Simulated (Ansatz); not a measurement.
# BN at 20 GPa: from Born charge to LO–TO splitting and polaron coupling

All numbers below come from DFT LDA, scalar-relativistic, plane waves, PAW in Ansatz 0.2.0. Cutoff 420 eV, 12×12×12 k-points (Γ-centred), fixed occupations. No spin polarisation. Phonons by linear response, acoustic sum rule imposed.

The cell, relaxed at 20 GPa:
```cif
data_structure
_symmetry_space_group_name_H-M 'F-43m'
_symmetry_Int_Tables_number 216
_cell_length_a 3.5263
_cell_length_b 3.5263
_cell_length_c 3.5263
_cell_angle_alpha 90.000
_cell_angle_beta 90.000
_cell_angle_gamma 90.000
_cell_volume 43.85
loop_
_atom_site_label
_atom_site_type_symbol
_atom_site_symmetry_multiplicity
_atom_site_Wyckoff_symbol
_atom_site_fract_x
_atom_site_fract_y
_atom_site_fract_z
_atom_site_occupancy
B1 B 4 a 0.00000 0.00000 0.00000 1
N1 N 4 c 0.25000 0.25000 0.25000 1
```

Linear response gives ν_TO = 1129.7 cm⁻¹, Born charges ±1.856 e (positive on B) and ε∞ = 4.527. The primitive cell holds 10.963 Å³, and the masses are 10.810 and 14.007 amu.

Task: Find ν_LO and the static dielectric constant.

Result: The long-wave field adds a restoring force: ω_LO² − ω_TO² = Z*²e²/(ε_vac ε∞ μV). In these units ν_LO² − ν_TO² = 4.92064×10⁷ Z*²/(μ V ε∞) cm⁻², with μ = m₁m₂/(m₁ + m₂) = 6.101 amu: 559934 cm⁻². So ν_LO = √(1129.7² + 559934) = 1355.1 cm⁻¹, and the run gives 1355.1. Lyddane–Sachs–Teller then gives ε0 = ε∞ (ν_LO/ν_TO)² = 6.51, against 6.51 in the run (it forms both from the same three quantities, so the match checks the arithmetic only). Between ν_TO and ν_LO the dielectric function is negative and an undamped crystal reflects fully: a reststrahlen band from 7.4 to 8.9 μm.

Task: What do the Clausius–Mossotti polarisability and the Szigeti charge come to?

Result: With the Lorentz local field, α = (3V/4π)(ε∞ − 1)/(ε∞ + 2) = 1.41 Å³ for the pair, and e_S = 3Z*/(ε∞ + 2) = 0.85 e. The Born charge includes the electrons' response to the dipole's own local field, and e_S takes that enhancement out. The Lorentz field assumes point-like polarisable ions, a poor picture once ε∞ is this large, since the electron clouds then overlap or are shared, so both numbers are formal here.

Task: How strongly does a slow electron couple to the LO mode?

Result: For one isotropic parabolic band, Fröhlich's constant is α_F = (1/ε∞ − 1/ε0) √(m* Ry/ħω_LO), with Ry = 13.606 eV, ħω_LO = 168.0 meV and m* in free-electron masses: α_F = 0.0674 × 9.00 × √m* = 0.61 √m*. The band mass isn't part of this run; for m* = 0.1, 0.3 and 1 it gives 0.19, 0.33, 0.61. In weak coupling the polaron lies α_F ħω_LO below the band edge (56 meV at m* = 0.3) with a mass m*(1 + α_F/6); past α_F of about 5 or 6 that expansion fails. A semilocal functional's ε∞ tends to be too large, which taken alone lowers α_F.

Cost: 1 run of about 0.3 core-minutes, on Intel Xeon Processor @ 2.70GHz (shared hosts).

The LO–TO splitting is large, yet the lattice adds only modestly to the static screening, raising the dielectric constant from 4.527 to 6.51. Both follow from the same polar mode. Light atoms in a small cell turn a moderate Born charge into a large shift in squared frequency, while the stiff, directional sp³ bonds keep the TO mode high and limit how far a static field can displace the sublattices. The Born charge of 1.856 e, well below the formal valence of three, fits a polar covalent network, though as a dynamical quantity it doesn't measure the static charge transfer.

The small ionic contribution to screening and the high LO energy both hold down the Fröhlich constant, so coupling is weak for all the band masses tried. This suggests large, mobile polarons rather than self-trapping by the long-range polar field. In cubic BN, however, the conduction minimum lies near X with an anisotropic mass and the valence top is degenerate, so quantitative polaron energies for either carrier would need the actual band structure.
